## Second-order free energy in sum-over-states form

### Premises and conventions

A system with Hamiltonian $H(\lambda)=H_0+\lambda V$ is in canonical equilibrium at temperature $T$, with $\beta=1/kT$. Atomic units ($\hbar=e=m_e=4\pi\varepsilon_0=1$) are used until the final conversion. The premises are:

1. $H_0$ is self-adjoint with a discrete spectrum, $H_0|n\rangle=E_n|n\rangle$, and $Z_0=\sum_n e^{-\beta E_n}$ converges. The index $n$ counts states, so a degenerate level appears once for each of its states.
2. $V$ is self-adjoint and bounded, with norm $\|V\|$ and elements $V_{nm}=\langle n|V|m\rangle$, so that $|V_{nm}|=|V_{mn}|$.
3. The temperature and all external parameters other than $\lambda$ are held fixed.

The free energy is $F(\lambda)=-\beta^{-1}\ln Z(\lambda)$ with $Z(\lambda)=\mathrm{Tr}\,e^{-\beta H(\lambda)}$, and its expansion is written $F=F_0+\lambda F_1+\lambda^2F_2+\dots$, so that $F_1=F'(0)$ and $F_2=\tfrac12F''(0)$. Unperturbed populations are $p_n=e^{-\beta E_n}/Z_0$, and $\langle A\rangle=\sum_np_nA_{nn}$.

### Derivative of the exponential

Since $V$ need not commute with $H_0$, the exponential cannot be differentiated as an ordinary function. For two Hamiltonians $A$ and $C$ that differ by a bounded operator,

$$\frac{d}{d\tau}\left[e^{-(\beta-\tau)A}e^{-\tau C}\right]=e^{-(\beta-\tau)A}(A-C)\,e^{-\tau C}.$$

Integration from $0$ to $\beta$ gives Duhamel's identity,

$$e^{-\beta C}-e^{-\beta A}=-\int_0^\beta d\tau\;e^{-(\beta-\tau)A}(C-A)\,e^{-\tau C}.\tag{1}$$

With $A=H(\lambda)$ and $C=H(\lambda+\delta)$, division by $\delta$ and the limit $\delta\to0$ yield

$$\frac{d}{d\lambda}e^{-\beta H}=-\int_0^\beta d\tau\;e^{-(\beta-\tau)H}\,V\,e^{-\tau H}.\tag{2}$$

### First and second order

Under the trace the two exponentials in (2) can be joined by cyclic permutation. The integrand then no longer depends on $\tau$, and $Z'=-\beta\,\mathrm{Tr}(Ve^{-\beta H})$. Hence, for every $\lambda$,

$$F'(\lambda)=\frac{\mathrm{Tr}\,(Ve^{-\beta H})}{Z},\qquad F_1=\langle V\rangle=\sum_np_nV_{nn}.\tag{3}$$

A second differentiation acts on the numerator through (2) and on the denominator through $Z'$. At $\lambda=0$,

$$2F_2=-\frac1{Z_0}\int_0^\beta d\tau\;\mathrm{Tr}\left[Ve^{-(\beta-\tau)H_0}Ve^{-\tau H_0}\right]+\beta\langle V\rangle^2.\tag{4}$$

In the eigenbasis of $H_0$ the trace is $\sum_{n,m}|V_{nm}|^2e^{-(\beta-\tau)E_n-\tau E_m}$. All terms are non-negative, so sum and integral may be exchanged. The integral defines a kernel

$$K_{nm}=\frac1{Z_0}\int_0^\beta d\tau\;e^{-(\beta-\tau)E_n-\tau E_m}=\begin{cases}\dfrac{p_m-p_n}{E_n-E_m},&E_m\ne E_n,\\[2ex]\beta p_n,&E_m=E_n,\end{cases}\tag{5}$$

which is symmetric, positive, and continuous as $E_m\to E_n$. Thus

$$F_2=-\frac12\sum_{n,m}K_{nm}|V_{nm}|^2+\frac\beta2\langle V\rangle^2.\tag{6}$$

In the part with $E_m\ne E_n$, exchange of the labels in the term carrying $p_m$ turns $p_m/(E_n-E_m)$ into $-p_n/(E_n-E_m)$. The two terms are therefore equal, their sum is $-2p_n/(E_n-E_m)$, and the factor $-\tfrac12$ leaves

$$\boxed{F_2=\sum_np_n\sum_{E_m\ne E_n}\frac{|V_{nm}|^2}{E_n-E_m}\;-\;\frac1{2kT}\left[\sum_np_n\sum_{E_m=E_n}|V_{nm}|^2-\langle V\rangle^2\right]}\tag{7}$$

The second inner sum runs over all states $m$ of the level to which $n$ belongs, $m=n$ included. The relabelling needs the separate sums to converge absolutely, which holds when the spacings between distinct levels are bounded below. Form (6) needs no such condition.

### Meaning of the two terms

Let $P$ project on one level of energy $E$. Degenerate Rayleigh–Schrödinger theory gives the first-order shifts $E^{(1)}_n$ as the eigenvalues of $PVP$. Since $p_n$ is constant in the level, only traces enter (7), and $\sum_{n,m\in P}|V_{nm}|^2=\mathrm{Tr}(PVP)^2=\sum_{n\in P}(E_n^{(1)})^2$, while $\langle V\rangle=\langle E^{(1)}\rangle$. The bracket in (7) is therefore the thermal variance of the first-order shifts. The second-order shifts of the level add up to the trace of the effective operator $PV(1-P)(E-H_0)^{-1}(1-P)VP$, which is the inner sum of the first term summed over the level. Both terms are thus independent of the basis chosen within each level, and

$$F_2=\langle E^{(2)}\rangle-\frac\beta2\,\mathrm{Var}\big(E^{(1)}\big).\tag{8}$$

The same form follows from expanding $-\beta^{-1}\ln\sum_ne^{-\beta(E_n+\lambda E_n^{(1)}+\lambda^2E_n^{(2)})}$ to order $\lambda^2$. The first term is the mixing of states at frozen populations. The second is the transfer of population towards states that the perturbation lowers.

### Sign and bounds

Set $\delta V=V-\langle V\rangle$. Only diagonal elements change, and $\sum_n\beta p_n(V_{nn}-\langle V\rangle)^2=\beta\sum_np_nV_{nn}^2-\beta\langle V\rangle^2$, so (6) becomes

$$F_2=-\frac12\sum_{n,m}K_{nm}|\delta V_{nm}|^2\le0,\tag{9}$$

with equality only if $V$ is a multiple of the identity. Each term of (7) is separately non-positive: the first is the part of (9) with $E_m\neq E_n$, although single excited states may be pushed up, and the second is minus a variance. The argument holds with any $H(\lambda)$ in the role of $H_0$, so $F''(\lambda)\le0$ everywhere. A concave function lies below its tangent, which is the Bogoliubov inequality $F(\lambda)\le F_0+\lambda\langle V\rangle$.

With $x_{nm}=\beta(E_n-E_m)$ one has $p_m/p_n=e^{x_{nm}}$, hence $p_m-p_n=(p_m+p_n)\tanh(x_{nm}/2)$ and

$$K_{nm}=\beta\,\frac{p_n+p_m}2\,g(x_{nm}),\qquad g(x)=\frac{\tanh(x/2)}{x/2},\quad g(0)=1.\tag{10}$$

From $|\tanh u|\le|u|$ follows $g\le1$. Also $\tanh'u=1-\tanh^2u\ge1-u^2$, which integrates to $\tanh u\ge u-u^3/3$ for $u\ge0$, so $g\ge1-x^2/12$. Two sums are needed. By completeness, $\sum_{n,m}\tfrac12(p_n+p_m)|\delta V_{nm}|^2=\langle V^2\rangle-\langle V\rangle^2=\mathrm{Var}(V)$. With $\dot V=i[H_0,V]$, whose elements are $i(E_n-E_m)V_{nm}$, likewise $\sum_{n,m}\tfrac12(p_n+p_m)(E_n-E_m)^2|V_{nm}|^2=\langle\dot V^2\rangle$. Therefore

$$-\frac\beta2\mathrm{Var}(V)\;\le\;F_2\;\le\;-\frac\beta2\mathrm{Var}(V)+\frac{\beta^3}{24}\langle\dot V^2\rangle.\tag{11}$$

### Classical limit

When $V$ connects populated states only to states with $|E_n-E_m|\ll kT$, then $g\to1$ and

$$F_2\to-\frac{\mathrm{Var}(V)}{2kT}.\tag{12}$$

By (11) the condition is $\beta^2\langle\dot V^2\rangle\ll12\,\mathrm{Var}(V)$, and since $g=1-x^2/12+O(x^4)$ the last term of (11) is the leading correction. It carries a factor $\hbar^2$ in ordinary units. Equation (12) is exact when $[H_0,V]=0$. It is also the second cumulant in the classical identity $F-F_0=-kT\ln\langle e^{-\beta\lambda V}\rangle$, with the variance taken over phase space. The $1/T$ form of (12) does not identify which term of (7) produced it: pairs with $0<|E_n-E_m|\ll kT$ belong to the first term, and their opposite shifts, weighted by slightly different populations, imitate the second.

### Van Vleck and Curie terms

For a static field $\mathcal E$ coupled to a moment operator, $\lambda V=-\mathcal E\mu_z$, the mean moment is $-\partial F/\partial\mathcal E$ by (3), and the susceptibility $\alpha=-\partial^2F/\partial\mathcal E^2$ at zero field is

$$\alpha=2\sum_np_n\sum_{E_m\ne E_n}\frac{|(\mu_z)_{nm}|^2}{E_m-E_n}+\frac1{kT}\left[\sum_np_n\sum_{E_m=E_n}|(\mu_z)_{nm}|^2-\langle\mu_z\rangle^2\right].\tag{13}$$

The first term is the Van Vleck term and the second the Curie term. If a single level is populated and all others lie far above $kT$, the first is independent of temperature and the second is strictly proportional to $1/T$. Otherwise both carry further temperature dependence through $p_n$. A term $\lambda^2W$ in the Hamiltonian, such as the diamagnetic one, adds $\langle W\rangle$ to $F_2$ by (3).

### The linear rigid rotor

A linear molecule in a $^1\Sigma$ state, with rotational constant $B$ and dipole $\mu$ along its axis, has $E_J=BJ(J+1)$, states $|JM\rangle=Y_{JM}$, and $\lambda V=-\mu\mathcal E\cos\theta$, with $\theta$ the angle between dipole and field. Define $y=B/kT$, $w_J=e^{-yJ(J+1)}$ and $q=\sum_J(2J+1)w_J$, so that each state has $p=w_J/q$. For a heteronuclear molecule without hyperfine coupling the nuclear-spin degeneracy is a constant factor that cancels.

All states of level $J$ have parity $(-1)^J$ and $\cos\theta$ is odd under inversion. Every element within a level vanishes, so $F_1=0$ and the Curie term is absent. The recurrence relation of the spherical harmonics gives the only non-zero elements,

$$|\langle J+1,M|\cos\theta|JM\rangle|^2=\frac{(J+1)^2-M^2}{(2J+1)(2J+3)}.$$

With $\sum_MM^2=J(J+1)(2J+1)/3$, the numerator summed over $M=-J,\dots,J$ is $(2J+1)(J+1)\left[(J+1)-J/3\right]=(2J+1)(J+1)(2J+3)/3$, so the total strength between levels $J$ and $J+1$ is $(J+1)/3$. The spacing is $2B(J+1)$. Level $J$ is pushed down by level $J+1$ and, for $J\ge1$, up by level $J-1$:

$$\sum_ME^{(2)}_{JM}=\mu^2\mathcal E^2\left[\frac{J/3}{2BJ}-\frac{(J+1)/3}{2B(J+1)}\right]=0\quad(J\ge1),\qquad E^{(2)}_{00}=-\frac{\mu^2\mathcal E^2}{6B},$$

where the factor $\mathcal E^2$ is now included in $E^{(2)}$ and, below, in $F_2$. Only $J=0$ survives the average:

$$F_2=-\frac{\mu^2\mathcal E^2}{6Bq},\qquad\alpha=\frac{\mu^2}{3Bq}.\tag{14}$$

The unperturbed ensemble is isotropic, so $\langle\cos^2\theta\rangle=1/3$ at every temperature, and (12) gives the Langevin–Debye value $\alpha_{\rm cl}=\mu^2/3kT$. The ratio is $\alpha/\alpha_{\rm cl}=1/(yq)$, which (11) bounds by unity. For small $y$ the Euler–Maclaurin formula applied to $f(J)=(2J+1)e^{-yJ(J+1)}$ uses $\int_0^\infty f\,dJ=1/y$, $f(0)=1$, $f'(0)=2-y$ and $f'''(0)=-12y+O(y^2)$, while higher odd derivatives are $O(y^2)$:

$$q=\frac1y+\frac12-\frac{2-y}{12}-\frac{12y}{720}+O(y^2)=\frac1y+\frac13+\frac y{15}+O(y^2),$$

$$\frac\alpha{\alpha_{\rm cl}}=1-\frac y3+\frac{2y^2}{45}+O(y^3).\tag{15}$$

The term $-y/3$ also follows from (11). A classical rotor of moment of inertia $I=1/2B$ has two angular velocity components, so its axis $\mathbf n$ has $\langle\dot{\mathbf n}^2\rangle=2kT/I=4BkT$, and $\langle\dot n_z^2\rangle=4BkT/3$. The correction to $\alpha=-2F_2/\mathcal E^2$ is $-(\beta^3/12)\mu^2\cdot4BkT/3=-\alpha_{\rm cl}\,y/3$. The $1/T$ law of the polar linear molecule thus comes wholly from the Van Vleck term, through the population $1/q\approx B/kT$ of the ground state. As $T\to0$ the polarisability saturates at $\mu^2/3B$.

### Range of validity

**Convergence.** Iterating (1) gives the term of order $\lambda^k$ in $Z$ as an integral, over a simplex of volume $\beta^k/k!$, of traces $\mathrm{Tr}[e^{-s_0H_0}Ve^{-s_1H_0}\cdots Ve^{-s_kH_0}]$ with $\sum_js_j=\beta$. Hölder's inequality for trace norms, with exponents $\beta/s_j$, bounds each trace by $\|V\|^kZ_0$. Hence $Z(\lambda)$ is entire and $|Z/Z_0-1|\le e^{\beta|\lambda|\|V\|}-1$. The series for $F$ converges up to the nearest complex zero of $Z$, and certainly for $\beta|\lambda|\,\|V\|<\ln2$. This sufficient condition makes no reference to level spacings.

**Near-degeneracy and low temperature.** For two states at $0$ and $\Delta$ coupled by a real off-diagonal element $v$, (7) gives $F_2=-(v^2/\Delta)\tanh(\beta\Delta/2)$, which tends to the Curie value $-\beta v^2/2$ as $\Delta\to0$, although each level shift diverges. The exact result is $F=\Delta/2-kT\ln\left[2\cosh\left(\beta\sqrt{\Delta^2/4+\lambda^2v^2}\right)\right]$. The nearest zero of the cosh lies where its argument equals $i\pi/2$, so the radius of convergence is

$$|\lambda v|=\tfrac12\sqrt{\Delta^2+(\pi kT)^2}.$$

In this model the perturbation must be small against the larger of the gap and $\pi kT$. For $\Delta>0$ the limit $T\to0$ returns the ground-state series with radius $\Delta/2$. For $\Delta=0$ the radius shrinks to zero with $T$: the Curie term diverges, the exact $F$ tends to $-|\lambda v|$, and the limits $\lambda\to0$ and $T\to0$ do not commute.

**Other limits.** For unbounded $V$ the series may be only asymptotic, and premise 1 excludes continua, such as field ionisation, unless the system is confined. The result is an isothermal response, so populations must relax in the presence of the perturbation. A beam of molecules entering a field without collisions keeps its populations and does not show the repopulation term of (8).

**Next order for the rotor.** Reversal of the field leaves $F$ unchanged, so the next term is quartic. Classically $\langle e^{x\cos\theta}\rangle=\sinh x/x$ with $x=\beta\mu\mathcal E$, and $F-F_0=-kT(x^2/6-x^4/180+\dots)$, a relative correction $x^2/30$. At $T=0$, with $\omega=\mu\mathcal E/B$ and energies in units of $B$, the tridiagonal $M=0$ secular equation is the continued fraction $\epsilon=-(\omega^2/3)/\left[2-\epsilon-(4\omega^2/15)/(6-\dots)\right]$. Inserting $\epsilon\approx-\omega^2/6$ on the right gives a denominator $2(1+\omega^2/12-\omega^2/45)$, so $\epsilon=-\omega^2/6+11\omega^4/1080$, a relative correction $11\omega^2/180$.

### Numerical illustration: LiH

Take as approximate inputs for $^7$LiH in its vibrational ground state $B=7.41\ \mathrm{cm^{-1}}$ and $\mu=5.88$ D, for a dilute gas in rotational equilibrium. With guard figures, $B=3.3762\times10^{-5}\,E_h$, $B/k=10.661$ K and $\mu=2.3134\,ea_0$. The zero-temperature limit is $\mu^2/3B=52.8\times10^3$ a.u. Direct summation of $q$ gives:

| $T$/K | $y$ | $q$ | $\alpha_{\rm cl}/10^3$ a.u. | $\alpha/10^3$ a.u. | $\alpha/\alpha_{\rm cl}$ | series (15) |
|---|---|---|---|---|---|---|
| 5 | 2.13 | 1.04 | 113 | 50.7 | 0.450 | 0.491 |
| 10 | 1.07 | 1.36 | 56.3 | 38.7 | 0.688 | 0.695 |
| 20 | 0.533 | 2.25 | 28.2 | 23.5 | 0.834 | 0.835 |
| 50 | 0.213 | 5.04 | 11.3 | 10.5 | 0.931 | 0.931 |
| 300 | 0.0355 | 28.5 | 1.88 | 1.86 | 0.988 | 0.988 |

The atomic unit of polarisability is $1.649\times10^{-41}\ \mathrm{C^2\,m^2\,J^{-1}}$, equivalent to a volume $\alpha/4\pi\varepsilon_0=a_0^3=0.1482$ Å$^3$. At 10 K, $\alpha=6.39\times10^{-37}\ \mathrm{C^2\,m^2\,J^{-1}}$ or $5.74\times10^3$ Å$^3$. At 300 K, $\alpha=3.06\times10^{-38}\ \mathrm{C^2\,m^2\,J^{-1}}$ or $275$ Å$^3$.

In a field of $10\ \mathrm{kV\,cm^{-1}}$, which is $1.94\times10^{-6}$ a.u., $\mu\mathcal E=0.987\ \mathrm{cm^{-1}}$ and $\omega=0.133$. Equation (14) gives $F_2=-0.0161\ \mathrm{cm^{-1}}$ per molecule at 10 K and $-7.70\times10^{-4}\ \mathrm{cm^{-1}}$ at 300 K. The quartic term is $1.1\times10^{-3}$ of the quadratic one at $T=0$. At 300 K, where $x=4.74\times10^{-3}$, the classical estimate is $7.5\times10^{-7}$. At 10 K, $x=0.142$ lies inside the guaranteed disc, and the free-energy shift built from the eigenvalues of the diagonalised rotor matrices is smaller in magnitude than $F_2$ by $4\times10^{-4}$ of it.

At 300 K the quantum reduction $\alpha_{\rm cl}-\alpha$ is 22 a.u., or 1.2 %, and several terms outside the rigid-rotor model are of comparable size.

- The mean electronic polarisability, approximately 30 a.u., adds to $\alpha$. It acts on the rotor as an operator $\mathcal E^2W$, and $\langle\cos^2\theta\rangle=1/3$ removes its anisotropy at this order.
- Centrifugal distortion, $-DJ^2(J+1)^2$ with $D$ approximately $8.6\times10^{-4}\ \mathrm{cm^{-1}}$, has the small parameter $\varepsilon=DkT/B^2=3.3\times10^{-3}$. By (10), $\alpha/\alpha_{\rm cl}$ is an average of $g$, and the reduction is the average of $(\beta\Delta_J)^2/12$, with spacing $\Delta_J=2B(J+1)-4D(J+1)^3$. In the variable $s=yJ^2$, treated as continuous, $(\beta\Delta_J)^2=4y(s-4\varepsilon s^2)$ and the weight is $e^{-s}(1+\varepsilon s^2)$ to first order in $\varepsilon$. The weight raises the mean of $s$ to $1+(6-2)\varepsilon$ and the spacing term subtracts $8\varepsilon$, so the reduction is multiplied by $1-4\varepsilon$, a change of 0.3 a.u.
- The same stretching changes the dipole. For a relative extension $\eta$ the energy is $BJ^2(1-2\eta)+\tfrac12\kappa\eta^2$, with minimum at $\eta=2BJ^2/\kappa$ and lowering $2B^2J^4/\kappa=DJ^4$, so $\eta=DJ^2/B$ and its mean is $\varepsilon$. For $d\ln\mu/d\ln r=1$, taken only to set the scale, $\alpha$ changes by $2\varepsilon\alpha=12$ a.u.
- With a vibrational quantum $\omega_v$ of approximately $1360\ \mathrm{cm^{-1}}$, the population of $v=1$ relative to $v=0$ is $1.5\times10^{-3}$. The harmonic zero-point mean of $\eta^2$ is $B/\omega_v$, so on the same scale the orientation-averaged vibrational Van Vleck term is $2\mu^2B/3\omega_v^2=3$ a.u.
- A change of 1 % in the input $\mu$ moves $\alpha$ by 37 a.u.

At 300 K the third figure of $\alpha$ therefore belongs to the model with the stated inputs. At 10 K the electronic term is below $10^{-3}$ of the orientational one, and the quantum reduction of 31 % dominates every term in the list.